**Q:** I have eight LDA calculations of silicon in a simple hexagonal cell with one atom, the structure of one of its high-pressure metallic forms. The smearing entropy term mostly gets larger as the cell expands, but not in every row. Is this the heat that the electrons take up?

Ansatz 0.2.0 single-point calculations of simple hexagonal silicon (one atom per cell), using the LDA without spin polarization, PAW and a plane-wave cutoff of 420 eV. All cells have a 24×24×20 k mesh and Gaussian smearing with a width of 0.15 eV. The smearing entropy term is given as −TS, the form in which it enters the free energy.

```tsv
volume (Å³/atom)	c/a	shortest distance (Å)	smearing entropy term (meV/atom)
12.907	0.9659	2.405	-3.640
13.801	0.9703	2.466	-4.010
13.944	0.9653	2.466	-4.040
14.445	0.9698	2.503	-4.150
14.961	0.9600	2.516	-4.420
15.035	0.9647	2.528	-4.340
15.108	0.9694	2.540	-4.300
16.181	0.9641	2.590	-4.570
```

**A:** No, it belongs to the numerical method. In a metal, bands cross the Fermi level, and a sum over a finite mesh of $k$ points would jump whenever a state passed from filled to empty. Smearing replaces the sharp step by a soft one of width $s$, here 0.15 eV. The partly filled states then carry an entropy-like term, which is negative in the free energy. I'll speak of its size, so that "larger" means more negative.

**Q:** What decides the size?

**A:** The number of states close to the Fermi level, since states far above or below are simply empty or full. With Gaussian smearing, a state at energy $\varepsilon$ contributes $\frac{s}{2\sqrt{\pi}}e^{-x^2}$, where $x=(\varepsilon-E_F)/s$ and $E_F$ is the Fermi energy. Suppose that the density of states $N$, counted for both spins, is flat across this narrow window. Adding up all contributions then gives

$$\text{size of the term}=\frac{s^2N}{2}.$$

The width is the same in every row, so the column is in effect a measurement of $N$ at the Fermi level, as seen on this mesh.

**Q:** Then why should a larger cell have more states there? The number of electrons stays the same.

**A:** The same number of states is packed into a smaller range of energy. An electron confined to a larger volume has longer waves and less kinetic energy, so the occupied bands become narrower. For free electrons all kinetic energies scale as $V^{-2/3}$, with $V$ the volume per atom. The density of states therefore grows as $V^{2/3}$.

**Q:** Can that give the actual value, or only the direction?

**A:** Try it for the smallest cell, at 12.907 Å³. Four valence electrons in this volume have a density of $4/12.907=0.310$ Å⁻³, and the Fermi wave number is $k_F=(3\pi^2\times0.310)^{1/3}=2.09$ Å⁻¹. With $\hbar^2/2m=3.81$ eV Å², this makes $E_F=3.81\times2.09^2$, or about 16.7 eV above the bottom of the band.

The number of free-electron states up to an energy $E$ grows as $E^{3/2}$. At the Fermi level its slope is $N=\frac{3}{2}\times4/E_F=6/E_F$, here 0.36 states per eV. Multiplied by $s^2/2$, this gives about 4.0 meV per atom.

**Q:** The table has 3.64 meV. That is close for a model without a crystal in it.

**A:** It is 11% above the computed value, and no constant was adjusted to this row or any other. In the largest cell, at 16.181 Å³, the estimate is only 3% too high. The model thus gets the scale and the direction right. It also overestimates the term in all the rows between.

**Q:** Is there evidence that the bands really become narrower, apart from the term we want to explain?

**A:** Yes. The same calculations give the overlap of the second and third bands, that is, how far the top of the second lies above the bottom of the third. From the smallest cell to the largest it shrinks by 13.7%, while free-electron energies would shrink by 14.0%. So the energy scale of the bands contracts much as the simple picture says. This supports the mechanism, though the overlap is a distance between band edges and no count of states at the Fermi level.

**Q:** If the energy scale is that good, the growth of the term should be good too.

**A:** It isn't. The term grows by 26% between the end rows, and free electrons would give only 16%. Most of the excess arises at the compressed end. Among cells of nearly equal shape, the term rises there about as $V^{1.3}$, but between the two largest of them as $V^{0.7}$, which is close to the free-electron law.

**Q:** What is missing at small volume?

**A:** One candidate is the potential of the atomic lattice. It splits bands where electron waves are diffracted by the crystal, and so moves states away from some energies and towards others. In these cells the density of states at the Fermi level, as inferred from the term itself, is lower than for free electrons, and the shortfall is greatest in the smallest cell. The lattice potential could cause this, but these data don't prove it, nor do they show why its effect should fade on expansion. An error from the finite $k$ mesh may have a share in the shortfall and in its change.

**Q:** Now the rows that trouble me. From 14.961 to 15.108 Å³ the cell expands, yet the term drops from 4.42 to 4.30 meV.

**A:** Look at how it expands. The shortest distance in the table is the edge along the hexagonal axis. Dividing it by c/a gives the edge in the plane, which is 2.62 Å in both rows and in the row between them. Only the axis has been stretched, by about 1%, so these three cells differ in shape as well as in volume.

**Q:** Would the volume alone have given a rise?

**A:** A small one, of 0.7% for free electrons, whereas the computed term falls by 2.7%. The density of states of free electrons depends on the volume and not on the shape of the box, so our formula can't produce this drop. Compare instead the four cells with c/a between 0.964 and 0.966. Their term rises at every step, which suggests that the irregularity comes in with the change of shape. It isn't proof, because each step is a rise of at least 0.23 meV and could hide a dip of 0.12 meV.

**Q:** So stretching the axis removes states from the Fermi level?

**A:** That is one possibility. Stretching one axis changes the bands differently in different directions, and a region of high density of states can move away from the Fermi level. The band overlap can't tell us whether this happens. It shrinks by 3.2% across these three rows, far more than so small a change of volume would cause, but free-electron bands are expected to do much the same. The upper edge of the overlap should belong to waves that run mainly along the stretched axis, at energies above the Fermi level. Its fall therefore says little about the number of states at the Fermi level itself.

**Q:** And the other possibility?

**A:** The $k$ mesh may be too coarse to count these states accurately. Near the Fermi level, a free-electron estimate puts neighbouring mesh points in the plane up to about 1.8 eV apart, more than ten times the smearing width. Only a few tens of symmetry-distinct states then fall within the window that matters. An error of a few per cent in such a count is plausible, and the drop is no larger than that.

**Q:** Wouldn't a mesh error look random, rather than follow the shape of the cell?

**A:** Not necessarily. If a cell expands evenly, the mesh and the free-electron Fermi sphere shrink together, and the same mesh points stay near the surface. If only one axis is stretched, the mesh is squeezed in one direction while the sphere remains a sphere. Points then move into or out of the window. An error of this kind would also leave cells of equal shape on a smooth curve, so the smoothness of those four rows doesn't decide between the two causes.

**Q:** How could I decide?

**A:** Repeat the three cells that share the in-plane edge on denser meshes, with the smearing width unchanged. If the drop survives, it belongs to the bands; if it fades, it came from the sampling. The present results contain only one mesh, so the question remains open.

**Q:** Could I at least use c/a as a correction, so much less entropy for so much more stretch?

**A:** The data don't support such a rule. A power law in volume and c/a, fitted to all eight rows, gives a c/a exponent of $-1.6\pm1.9$, which leaves even its sign uncertain. The printed output after this exchange has the details. At 13.801 Å³ the c/a ratio is as high as at 15.108 Å³, yet the term there doesn't lie below a line drawn between the neighbouring cells of the usual shape.

**Q:** Suppose I need a cell with 3% more volume than the one at 15.035 Å³, and with nearly the same c/a. What would you guess?

**A:** I'd start from that row, which has 4.34 meV, and scale it with the free-electron law $V^{2/3}$. This gives about 4.4 meV. The new cell lies between computed cells of that shape, where the free-electron exponent works well. For a cell stretched along one axis only, I'd allow an uncertainty of at least 0.1 meV, the size of the drop we have just discussed.

**Q:** Does any of this matter if I only want the energy as a function of volume?

**A:** Very little here. The usual estimate of the energy at zero width removes half of the term, and that half changes by $(4.57-3.64)/2$, or about 0.5 meV per atom, over the whole range. The energies themselves differ by tens of meV between the ends and the middle of the series. The term is more useful as a warning: where it jumps between similar cells, look at the shape of the cell and at the mesh before you look for new physics.

Printed output of the fit:

```
Size of the term against free electrons:
     row  in-plane edge (Å)  computed (meV)  free electrons (meV)  free electrons too high by (%)  computed less equal-shape line (meV)  states at Fermi level (1/eV)  band overlap (eV)
  12.907               2.49            3.64                 4.042                           11.05                                     0                        0.3236              12.45
  13.801              2.541            4.01                 4.227                           5.404                               0.02516                        0.3564              12.01
  13.944              2.555            4.04                 4.256                           5.343                                     0                        0.3591              12.03
  14.445              2.581            4.15                 4.357                           4.992                              -0.02776                        0.3689              11.67
  14.961              2.621            4.42                  4.46                          0.9125                                0.1003                        0.3929              11.61
  15.035              2.621            4.34                 4.475                           3.111                                     0                        0.3858              11.44
  15.108               2.62             4.3                  4.49                           4.407                              -0.05465                        0.3822              11.24
  16.181              2.686            4.57                   4.7                           2.837                                     0                        0.4062              10.74
Rise of the term, smallest to largest cell (%): 25.55
Rise for free electrons (%): 16.27
Shrinkage of the band overlap, smallest to largest cell (%): 13.73
Shrinkage of free-electron energies (%): 13.99
Volume exponent of the term, end to end: 1.006
Volume exponent, 12.907 to 13.944: 1.349
Volume exponent, 15.035 to 16.181: 0.703
Fall of the term, 14.961 to 15.108 (meV): 0.12
Fall of the term, 14.961 to 15.108 (%): 2.715
Free-electron rise, 14.961 to 15.108 (%): 0.654
Shrinkage of the band overlap, 14.961 to 15.108 (%): 3.187
Rough free-electron energy step between in-plane mesh points at the Fermi level (eV): 1.793
Rough number of symmetry-distinct mesh states within 0.15 eV of the Fermi level: 26.78
fit of 100*log(ts) on 8 rows: constant 143 +/- 0.66, coefficient of 100*log(vol/14.5) 0.9772 +/- 0.099, coefficient of 100*log(c_a/0.965) -1.591 +/- 1.9; rms 1.37, worst 12.907 2.26, leave-one-out rms 2.91
```
